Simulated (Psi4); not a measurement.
**GeCl2F2 (SMILES [F][Ge]([F])([Cl])[Cl]): methods side by side**

The species is GeCl2F2 (5 atoms), meant as a singlet with charge 0. SMILES: `[F][Ge]([F])([Cl])[Cl]`. The shape was relaxed beforehand at PBE0/def2-TZVP.

Quantity: the HOMO–LUMO gap, in eV. The values are calculated.

```
                                 level                    kind  program  value (eV)  CPU time
   PBE-D4/def2-TZVPP (density fitting)                     GGA     Psi4        5.71      24 s
r2SCAN-D4/def2-TZVPP (density fitting)                meta-GGA     Psi4        6.40      44 s
 B3LYP-D4/def2-TZVPP (density fitting)           global hybrid     Psi4        7.60      23 s
  PBE0-D4/def2-TZVPP (density fitting)           global hybrid     Psi4        8.26      24 s
  wB97M-V/def2-TZVPP (density fitting)  range-separated hybrid     Psi4       12.70      45 s
```

All-electron rows without a relativistic Hamiltonian named are non-relativistic. The values span 5.71 to 12.70 eV. Orbital gaps aren't excitation energies; they tend to grow with the share of exact exchange. CPU times are rough (shared hosts, several kinds of processor): they show what a rung costs within a factor of a few.

The gap of GeCl2F2 is wide at every level, as expected for a saturated tetravalent germanium halide with no low-lying empty valence p orbital. The HOMO is probably made up mostly of chlorine 3p lone pairs, since those of the more electronegative fluorine lie deeper, while the LUMO is likely a Ge–Cl antibonding orbital with germanium 4s character. On this picture, chlorine rather than fluorine sets the gap.

The step from PBE (5.71 eV) to r2SCAN (6.40 eV) occurs without any exact exchange, so that ingredient can't account for the whole ordering. The much larger jump from PBE0 to wB97M-V probably reflects full long-range exchange, which brings the orbital gap closer to the difference between ionization energy and electron affinity. The wide gaps fit a closed-shell singlet but don't by themselves establish the ground-state spin. If the LUMO is unbound at the wB97M-V level, the 12.70 eV would also depend on the basis set, which lacks diffuse functions.
